**Question.** My diffusion Monte Carlo code only does fixed phase. I read that $\Psi_T+i\epsilon\chi$ gives back fixed node as $\epsilon\to0$. How small must $\epsilon$ be, what does a small $\epsilon$ cost, and would a plain node-crossing test be cheaper? A worked case, say the first excited state of a harmonic well, would help.

---

**Answer.** In that model the bias falls as $\epsilon^2$ and the number of moves per unit imaginary time grows as $\epsilon^{-2}$. That beats killing walkers on a sign change and loses to a hard node with a crossing-probability correction. Units are $\hbar=m=\omega=1$, so $H=-\tfrac12\partial_x^2+\tfrac12x^2$. Since $H\,xe^{-x^2/2}=\tfrac32\,xe^{-x^2/2}$ and the node $x=0$ is exact, $E_{FN}=E_1=3/2$.

## The wall

Write the trial function as $\rho e^{i\Phi}$. Fixed phase seeks the lowest nodeless amplitude of $H+V_\Phi$ with $V_\Phi=\tfrac12|\nabla\Phi|^2$. At normal distance $x$ from the node of a real $\Psi_T$, with $\chi\ne0$ there, $\Psi_T+i\epsilon\chi\propto x\pm ia$ with $a=\epsilon|\chi|/|\nabla\Psi_T|$. Then $|\Phi'|=a/(x^2+a^2)$ and

$$V_\Phi=\frac{a^2}{2(x^2+a^2)^2},\qquad V_\Phi(0)=\frac1{2a^2},\qquad \int V_\Phi\,dx=\frac{\pi}{4a}.$$

Height times squared width stays at $1/2$, so the wall may not be replaced by a delta function of strength $\pi/4a$. The zero-energy equation $\tfrac12u''=V_\Phi u$ has the exact solutions

$$u_e=\sqrt{x^2+a^2}\to|x|,\qquad u_o=\sqrt{x^2+a^2}\,\arctan\frac xa\to\frac\pi2\Big(x-\frac{2a}{\pi}\Big)\quad(x\gg a).$$

The even solution extrapolates to zero at $x=0$ and the odd one at $2a/\pi$. The transmission amplitude is the sine of the difference of the two phase shifts, $|t|\simeq2ka/\pi$ at wave number $k$. It vanishes with $a$: the wall becomes impenetrable and $E_{FP}\to E_{FN}$.

**Spinors.** Take spin functions $e^{\pm is}$, real orbitals, half of the $N$ electrons frozen at $s$ and half at $s'$. With $A,B$ the orbital matrices of the two groups, the closed-shell Slater matrix factorises:

$$\det\begin{pmatrix}Ae^{is}&Ae^{-is}\\Be^{is'}&Be^{-is'}\end{pmatrix}=[2i\sin(s-s')]^{N/2}\det A\,\det B ,$$

up to a sign for other orderings. This is the fixed-node trial function times a constant. For a closed shell, unfreezing the spins does not smear the node, because $e^{\pm is}$ combine to $\cos s$ and $\sin s$ and the determinant stays real up to a constant. An unpaired electron does smear it. For Li $1s^22s$ with spins $s+\theta$, $s-\theta$, $s'$ and $u_k=\phi_{2s}(r_k)/\phi_{1s}(r_k)$, first order in $\theta$ gives $\Psi\propto(u_1-u_2)+\theta\,[i-\cot(s-s')]\,(u_1+u_2-2u_3)$, so the spin spread plays the part of $\epsilon$.

## Three algorithms on one walker

Guide with $\psi_0=e^{-x^2/2}$. The walk $dx=-x\,dt+dW$ has the exact move $x'=xe^{-\tau}+\sqrt{(1-e^{-2\tau})/2}\,\xi$ with $\xi$ standard normal. With killing added, the density $\psi_0\psi$ decays at rate $\lambda=E-\tfrac12$. All bias then comes from the treatment of the node. Work $W$ is counted in walker moves.

**A. Fixed phase.** Take $(x+ia)e^{-x^2/2}$, so $a=\epsilon$ and $V_\Phi$ above holds for all $x$. Test each walker at Poisson times of rate $\max V_\Phi=1/2a^2$ and kill it with probability $a^4/(x^2+a^2)^2$. This samples $V_\Phi$ without time-step error, at mean step $\tau=2a^2$. With $w=\rho^2=(x^2+a^2)e^{-x^2}$,

$$E_L=\frac32-\frac{a^2}{x^2+a^2},\qquad E_V=\langle E_L\rangle_w=\frac32-\frac{2a^2}{1+2a^2}.$$

Put $\psi=\rho(1+f)$. First order gives $(wf')'=2w(E_L-E_V)$, which integrates to $f'=-2a^2x/[(1+2a^2)(x^2+a^2)]$. The second-order energy is

$$E^{(2)}=-\tfrac12\langle f'^2\rangle_w=-\frac{4a^4}{(1+2a^2)^3}\Big[1-\sqrt\pi\,a\,e^{a^2}\operatorname{erfc}a\Big].$$

The $a^4$ terms of $E_V$ and $E^{(2)}$ cancel, and third order starts at $a^6$:

$$E_{FP}=\tfrac32-2a^2+4\sqrt\pi\,a^5+O(a^6),\qquad b_A=-\tau+\sqrt{\pi/2}\,\tau^{5/2}+O(\tau^3).$$

The bias $b$ is negative because an even $\chi$ lies outside the odd sector, so the variational floor is $E_0=\tfrac12$.

**B. Hard node, kill on sign change.** Excursions that cross and return within one step are missed, and the node acts as if moved outward by the mean overshoot $\ell$ of a Gaussian walk. The Wiener–Hopf solution of the half-line problem gives

$$\frac{\ell}{\sqrt\tau}=-\frac1\pi\int_0^\infty\frac{dk}{k^2}\ln\frac{2(1-e^{-k^2/2})}{k^2}=-\frac{\zeta(1/2)}{\sqrt{2\pi}}=0.5826 .$$

For $E=\nu+\tfrac12$ the decaying parabolic cylinder function has $\psi(0)/\psi'(0)=-\Gamma(-\nu/2)/[2\Gamma(\tfrac{1-\nu}2)]$, and this must equal $\ell+O(\ell^3)$. Expanding about $\nu=1$ gives $1-\nu=\eta_0-(1-\ln2)\eta_0^2$ with $\eta_0=2\ell/\sqrt\pi$, hence

$$b_B=-0.6574\,\tau^{1/2}+0.1326\,\tau+O(\tau^{3/2}).$$

The same slope prices the delta-function shortcut: it would put $\ell=4a/\pi$ and predict a bias of $-1.44\,a$ for A, a linear term that is in fact absent.

**C. Hard node with bridge correction.** Kill on a sign change, and otherwise with the flat-wall crossing probability $e^{-2dd'/\tau}$, where $d,d'$ are the distances to the node. Here $d=x$, from the linear function $\Psi_T/\psi_0$. The ratio of the exact move density at $-x'$ to that at $x'$ is $e^{-2xx'/\sinh\tau}$, which is the exact crossing probability by the method of images. The flat-wall form kills too little, by $e^{-2xx'/\tau}\,xx'\tau/3$. Near the node the symmetric kernel times $e^{-2xx'/\tau}$ is $(2\pi\tau)^{-1/2}e^{-(x+x')^2/2\tau}$, and the half-line normalised state obeys $\psi(x)\psi(x')\simeq4xx'/\sqrt\pi$. The shift of the kernel eigenvalue, divided by $-\tau$, is

$$b_C=-\frac{4}{3\sqrt\pi\sqrt{2\pi\tau}}\iint_0^\infty x^2x'^2e^{-(x+x')^2/2\tau}dx\,dx'=-\frac{16\,\tau^{5/2}}{45\sqrt2\,\pi}=-0.0800\,\tau^{5/2},$$

the double integral being $4\tau^3/15$. The eigenvalue $e^{-3\tau/2}$ and the Gaussian in $\psi$ give the relative correction $(\tfrac32-\tfrac{12}7)\tau=-\tfrac3{14}\tau$.

| $\tau$ | $b_A$ | $b_B$ | $b_C$ |
|---|---|---|---|
| $10^{-1}$ | $-0.10$ | $-0.19$ | $-2.5\times10^{-4}$ |
| $10^{-2}$ | $-0.0100$ | $-0.064$ | $-8.0\times10^{-7}$ |
| $10^{-3}$ | $-0.00100$ | $-0.0207$ | $-2.5\times10^{-9}$ |

## Noise and memory

Keep $M$ walkers, replace each killed one by a copy of a random survivor, and estimate $\lambda$ from the logarithm of the surviving fractions. Let $h=\psi/\psi_0=|x|$. The product of surviving fractions times $e^{\lambda t}$ times the population mean of $h$ is a martingale. Per step, moving and killing add relative variance $\langle h^2\rangle(e^{\lambda\tau}-1)/M\langle h\rangle^2$, and the copies add $(1-e^{-\lambda\tau})\operatorname{Var}h/M\langle h\rangle^2$. The walker density $2|x|e^{-x^2}$ in $|x|$ has $\langle h\rangle=\sqrt\pi/2$ and $\langle h^2\rangle=1$. With $\lambda=1$, the energy variance after $W$ moves is $v(\tau)/\tau^2W$ with

$$v(\tau)=\frac4\pi(e^\tau-1)+\Big(\frac4\pi-1\Big)(1-e^{-\tau})\to\sigma^2\tau,\qquad\sigma^2=\frac8\pi-1=1.546 .$$

The limit serves for A and B, whose chosen steps are short. C uses the full $v$.

The logarithm of a martingale drifts down by half its variance, so the energy carries a population bias $+\sigma^2/2M=0.77/M$. Memory is one configuration per walker. For target accuracy $\delta$, $M=10/\delta$ holds this bias below $0.1\,\delta$ in all three methods, so memory grows as $1/\delta$ and does not separate them.

## Cheapest choice for a given accuracy

Ask for a root-mean-square error $\delta^2=b^2+\sigma^2/\tau W$ with $|b|=c\tau^p$. Minimising $W=\sigma^2/[\tau(\delta^2-c^2\tau^{2p})]$ over $\tau$ gives

$$|b|=\frac{\delta}{\sqrt{2p+1}},\qquad W=\frac{2p+1}{2p}\,\frac{\sigma^2}{\tau\delta^2}\propto\delta^{-2-1/p}.$$

- A ($p=1$, $c=1$): $\tau=\delta/\sqrt3$ and $W=4.02\,\delta^{-3}$.
- B ($p=\tfrac12$, $c=0.6574$): $\tau=1.16\,\delta^2$ and $W=2.67\,\delta^{-4}$.
- C ($p=\tfrac52$, $c=0.0800$): $\tau=(\delta/\sqrt6c)^{2/5}$ and $W=\tfrac65v/\tau^2\delta^2$, which grows as $\delta^{-12/5}$.

| $\delta$ | $\tau_A$ | $W_A$ | $\tau_B$ | $W_B$ | $\tau_C$ | $W_C$ | $W_A/W_C$ |
|---|---|---|---|---|---|---|---|
| $10^{-2}$ | $5.8\times10^{-3}$ | $4.0\times10^{6}$ | $1.2\times10^{-4}$ | $2.7\times10^{8}$ | $0.30$ | $6.8\times10^{4}$ | $59$ |
| $10^{-3}$ | $5.8\times10^{-4}$ | $4.0\times10^{9}$ | $1.2\times10^{-6}$ | $2.7\times10^{12}$ | $0.12$ | $1.6\times10^{7}$ | $2.5\times10^{2}$ |
| $10^{-4}$ | $5.8\times10^{-5}$ | $4.0\times10^{12}$ | $1.2\times10^{-8}$ | $2.7\times10^{16}$ | $0.048$ | $3.9\times10^{9}$ | $1.0\times10^{3}$ |

The run length $W\tau/M$ is at least $0.19/\delta$ time units. Discarding three units of equilibration (the gap within the sector is 2) adds at most 16 per cent at $\delta=10^{-2}$ and a tenth of that per further decade. C is cheapest in every row. A beats B by $W_B/W_A=0.67/\delta$.

## Best choice inside a budget

Inverting $W(\delta)$ gives the reachable error:

| $W$ | A | B | C |
|---|---|---|---|
| $10^{6}$ | $1.6\times10^{-2}$ | $4.0\times10^{-2}$ | $3.2\times10^{-3}$ |
| $10^{9}$ | $1.6\times10^{-3}$ | $7.2\times10^{-3}$ | $1.8\times10^{-4}$ |
| $10^{12}$ | $1.6\times10^{-4}$ | $1.3\times10^{-3}$ | $9.9\times10^{-6}$ |

C wins in each budget and A comes second. For scale, take a conduction electron in a parabolic GaAs confinement with a typical $m^*=0.067\,m_e$ and an assumed $\hbar\omega=5$ meV. The model's level is $7.5$ meV and its length unit $\sqrt{\hbar/m^*\omega}$ is $15.1$ nm. An accuracy $\delta=10^{-3}$ is $5$ μeV and needs $a=\sqrt{\tau_A/2}=0.017$, or $0.26$ nm.

## What changes with many electrons

*Price per move.* B needs a determinant ratio, C also $\nabla\Psi_T$, and A the gradients of both parts of the trial function. In spinor form the inverse update after an accepted move acts on a complex $N\times N$ matrix, $4N^2$ real multiplications against $(N/2)^2$ for one real spin block, a factor 16. Storage per walker is $2N^2$ reals against $2(N/2)^2$, a factor 4. Charging the whole factor 16 to A, it ties with B at $\delta=0.042$ and is more than twice cheaper below $\delta=0.021$. Its gap to C widens by the same 16.

*The model flatters C.* With the raw estimate $d=|\Psi_T/\Psi_T'|=x/|1-x^2|\simeq x(1+x^2)$, the exponent grows by $2xx'(x^2+x'^2)/\tau$, and the same integral gives $b=-256\,\tau^{3/2}/(35\sqrt2\,\pi)=-1.65\,\tau^{3/2}$. At $\delta=10^{-3}$ this means $\tau=4.5\times10^{-3}$ and $W=4.6\times10^{8}$, still 9 times below $W_A$. Curved nodes, which this model lacks, add further terms.

*The model flatters A too.* The quadratic law rests on equal slopes on both sides of the node. If the normalised fixed-node function has slope magnitudes $g_\pm$, the component $(g_+-g_-)/2$ sees the odd channel, whose zero is displaced by $2a/\pi$ on each side. That adds $+a(g_+-g_-)^2/2\pi$ per unit nodal area, linear in $\epsilon$.

*Extrapolation helps A.* The combination $2E(\tau/2)-E(\tau)$ removes the linear term and leaves $-0.81\,\tau^{5/2}$, up to terms smaller by a factor of order $\sqrt\tau$. With moves shared optimally between the two runs the variance is $(1+\sqrt8)^2=14.7$ times $\sigma^2/\tau W$. The exponent is then that of C, and the work ratio to C tends to $14.7\,(0.81/0.0800)^{2/5}\approx37$ for small $\tau$. Against the last column of the accuracy table, that gains little at $\delta=10^{-2}$ and much at $10^{-4}$. All counts assume a position-independent step rate; a rate that is high only near the node would lower $W_A$ and $W_B$.

## Recommendation

With a real trial function and its gradient, use the hard node with the bridge correction at each accuracy and budget above. If the code must stay fixed phase, set $2a^2=\delta/\sqrt3$ for a single run, and for $\delta\le10^{-3}$ run two widths $a$ and $a/\sqrt2$ and extrapolate in $a^2$, after confirming that the energy is linear in $a^2$ and not in $a$. Killing on a sign change alone is the dearest choice in every row.